Calculated values. Errors from the wave cutoff, against 600 eV, for a fixed, randomly distorted 2-atom ScPt cell (17.17 Å³/atom) in Ansatz 0.2.0: PBEsol, scalar-relativistic PAW, no spin polarisation, Γ-centred 10×10×10 k mesh, 0.1 eV Gaussian smearing. Energies are at zero smearing, pressures positive in compression and corrected for the finite cutoff, force changes the largest over atoms and axes.

```csv
wave cutoff (eV),energy less reference (meV/atom),pressure less reference (GPa),largest force change (eV/Å),plane waves at gamma
200,6400,5.53,0.414,233
250,916,-0.271,0.182,305
300,90.8,0.229,0.00563,419
350,5.22,0.016,0.00037,487
420,1.14,0.006,0.00033,683
```

**What happens**

The rows are PBEsol PAW single points on one fixed ScPt cell, whose atoms were moved at random by about 0.1 Å and whose lattice was strained by about 1 %. It is not relaxed ScPt: at the 600 eV reference the largest force component is 1.13 eV/Å and the cell is under a pressure of several GPa. Every run is metallic, spin is switched off, and the smearing entropy hardly moves, so nothing points to a change of electronic state along the series. The wave cutoff E is the largest kinetic energy of a plane wave in the basis. The three error columns are differences from the 600 eV run and are written ΔE (per atom), ΔP and ΔF below; N is the number of plane waves at Γ.

The basis grows gently, threefold over the table, while ΔE falls from row to row by factors of 7, 10, 17 and then only 4.6 over the longest step. ΔP is irregular and changes sign at 250 eV. The runs from 200 to 350 eV carried a warning that the cutoff lies below the recommended value for these datasets; the 420 eV run did not.

**Counting the basis**

Plane waves sit on the points of the reciprocal lattice, one point to each volume (2π)³/V, and the cutoff keeps those inside a sphere of radius G, with E = ħ²G²/2m and ħ²/2m = 3.81 eV Å². Dividing the volume of the sphere by the volume per point gives a rule with no fitted constant:

N = V G³/6π² ≈ 0.00227 · V · E^1.5 (V in Å³, E in eV).

With V = 34.35 Å³ it is within 5.3 % of the table in every row, and the misses have both signs. They come from graininess. The cell is nearly a cube of edge a = 3.25 Å, so the points fall into shells of integer n² = h² + k² + l², and the sphere reaches out to n² = (Ga/2π)². At 250 eV that limit is 17.56, between two shells, and a perfect cube gives 305, exactly the table's value. At 200 eV it is 14.05, on top of the 48 points of type (3,2,1). A perfect cube would admit them all and give 251; the strain pushes 18 of them outside and leaves 233. Counting points in the strained cell reproduces three rows exactly and the other two to within two waves. This checks the bookkeeping of the basis, not any physics of ScPt, which is why the rule carries over to other cells. The graininess travels with it: in a cell this small the miss at cutoffs between the rows, next to a large shell, can exceed 5.3 %, and it shrinks for larger cells and higher cutoffs.

**Why the energy error falls so steeply**

Between atoms the orbitals are smooth and a few plane waves suffice. The costly part lies near the nuclei, where even the smoothed PAW orbitals stay compact. The shortest wavelength in the basis, 2π/G, is about 0.7 Å at 300 eV, and a feature of comparable size is only just resolved. Removing basis functions raises a variational energy, which argues for the positive, falling ΔE seen in all five rows. The argument is not strict here, because the density cutoff was tied to four times the wave cutoff and both errors are mixed in each row.

The energy lost should follow, up to a factor of a few, the kinetic energy carried by the Fourier components beyond the sphere; in PAW, overlap and projector terms enter as well. For an orbital shaped like exp(−r²/2σ²), the weight at wave vector G goes as exp(−G²σ²), which is exp(−E/E₀) with E₀ = ħ²/2mσ². An exponential in the cutoff is thus the natural first form, and each tenfold drop costs 2.3 E₀. A straight-line least-squares fit of ln ΔE against E over the four rows from 200 to 350 eV gives 749 meV at 250 eV and a tenfold drop per 48.7 eV. Rounded for use by hand,

ΔE ≈ 750 meV/atom × 10^(−(E − 250 eV)/50 eV).

The implied width σ is 0.4 to 0.5 Å, depending on the power of E placed before the exponential, so only its rough size means anything. It is the size of a compact shell, but the picture supplies only the form, and the prefactor is fitted. The size of the loss is no test of the picture, because the tail kinetic energy depends too strongly on the width. With every valence electron of the cell placed in d-type Gaussians, an extreme case, the part beyond 250 eV runs from about 0.1 eV/atom at σ = 0.5 Å to about 15 eV/atom at 0.4 Å. The table's 916 meV/atom lies inside that range, so it neither confirms nor rules out Gaussian orbitals. The runs treat 29 electrons, against 13 outer ones (Sc 3, Pt 10), so semicore states are in the valence, and these and d states are the usual reason for a high cutoff. That they set the slope here is a plausible guess; no orbital-resolved result tests it, and the series cannot say which element is the harder.

The picture does tell how a neighbour should behave. A supercell of the same structure needs N in proportion to its volume but should keep about the same ΔE per atom. A dataset with more compact orbitals stretches the 50 eV step as 1/σ², so half the width costs four times the step.

**Forces and pressure from the energy error**

If the lost energy sits near the nuclei, it travels with each atom and changes little when atoms move or the cell is squeezed. Its derivatives should then be small compared with the error itself divided by an atomic length or volume. The table broadly agrees, least well at 420 eV, and yields two empirical rules. ΔF is about ΔE/(10 Å) within a factor of three in all rows; the geometric mean of ΔF/ΔE is 0.11 Å⁻¹. And |ΔP| stays below ΔE/v, with v = 17.17 Å³ the volume per atom, or 0.0093 GPa for each meV/atom. The table fills between 3 % and 56 % of that bound, and the share rises steadily from 250 eV upward, so nothing guarantees it above 420 eV.

The bound applies to corrected pressures only. A stress taken at a fixed number of plane waves is too low, because compressing the cell stretches the reciprocal lattice, raises the effective cutoff as V^(−2/3) and lowers the energy for free. This Pulay term is (2/3)(E/v)·|dΔE/dE|. The slopes of the energy column put it at a few GPa between 300 and 350 eV and near a tenth of a GPa between 350 and 420 eV. These are interval averages and orders of magnitude that no column tests, but they indicate that ΔP of 0.229 and 0.016 GPa says nothing about an uncorrected stress. They also make ΔP a small fraction of the term that was corrected for, so part of it may be the residue of the correction, and the pressure column is a weak test of an error bound to the atoms.

**Two rows by hand**

At 300 eV, a row inside the energy fit, E^1.5 = 5196 and N = 0.00227 × 34.35 × 5196 = 405, which is 3.3 % below the table's 419. One step of 50 eV above the anchor gives ΔE = 75 meV/atom, 17 % below the table's 90.8. The force rule turns this into 0.075 eV/10 Å = 0.0075 eV/Å, a third above the table's 0.00563. The pressure bound is 75 × 0.0093 = 0.70 GPa, and the table's 0.229 lies within it.

At 420 eV, a row outside the fit, E^1.5 = 8607 and N = 671, which is 1.7 % below 683. The energy rule gives 750 × 10^(−3.4) = 0.30 meV/atom against 1.14, too low by a factor of 3.8. The error spreads down the chain: the force estimate of 0.00003 eV/Å is about a tenth of the table's value, and the pressure bound of 0.003 GPa falls below the actual 0.006. The count survives; everything built on the exponential fails, and on the optimistic side.

**Accuracy and range**

From 200 to 350 eV the hand rule stays within a factor of 1.44 of the table while ΔE spans three decades, though two constants were fitted to those same four rows. The misfit is far above the rounding of the table, under half a percent, and it has a pattern: the cost of a tenfold drop shrinks from 59 to 50 to 40 eV. A d-type Gaussian, E^3.5·exp(−E/E₀), bends the right way but far too little; fitted in the same manner its worst factor is 1.22, against 1.29 for the unrounded exponential, a gain too small to identify the orbital. A fall that steepens towards the recommended cutoff and then slows is also what datasets built for a target cutoff would give; the series does not test this. A power law does worse on these rows, at 1.64. It lands closer at 420 eV, 24 % low, but its local exponent runs from −8.7 to −18.5 and back to −8.3, so it describes no stretch of the series.

Above 350 eV a tenfold drop costs 106 eV. A smooth orbital joined to the all-electron one at a core radius has a break in some higher derivative, and such a function has a Fourier tail that decays as a power, not as a Gaussian. Once the steep part has died, a small slow part of this kind would remain. The 420 eV row is left out of the fit because it does not follow the steep fall. That this tail, and not the density cutoff, causes the slowdown is untested, and one row cannot fix its shape. The reference is an unlikely cause: any error left at 600 eV is subtracted from every row, so if it is positive like the others, the error against a complete basis would be larger than 1.14 meV/atom, not smaller. Forcing one exponential through all five rows only moves the misfit to 350 eV, where it becomes a factor of 2.3.

**What to do**

The count serves for rough sizing of a job. The energy rule serves for judging how bad a low cutoff is, and its two constants belong to these datasets. It puts the 10 meV level at 344 eV, in line with 5.22 at 350 eV. It puts the 1 meV level at 394 eV, which the 420 eV row refutes, so a target of a few meV or less needs explicit runs above the recommended cutoff, with the reference itself raised once.

A small pressure error is no proof of convergence. At 250 eV ΔP is only −0.271 GPa because it swings from positive at 200 eV to negative and back to positive at 300 eV, while the zz stress is off by −0.55 GPa and ΔF is 16 % of the largest force. At 200 eV the rules still give sizes, but the result is qualitatively wrong: the yz stress is −0.88 GPa against +2.30 at the reference. At the other end, ΔF barely moves from 350 to 420 eV although the gain in energy is clear. The largest error has changed axis: on the first atom the x error falls from 0.00037 to 0.00013 eV/Å while the z error flips from +0.00030 to −0.00030 eV/Å, both well above the spurious net force of about 0.00006 eV/Å, so force errors do not fall smoothly with the cutoff. The force rule also rests on a distorted cell with large forces; on sites where symmetry sets the force to zero it has nothing to estimate.

These are errors of total energies. An error bound to the atomic cores largely cancels between similar structures at equal cutoff, so ΔE is usually a pessimistic guide to energy differences, provided the cutoff and datasets are the same on both sides.
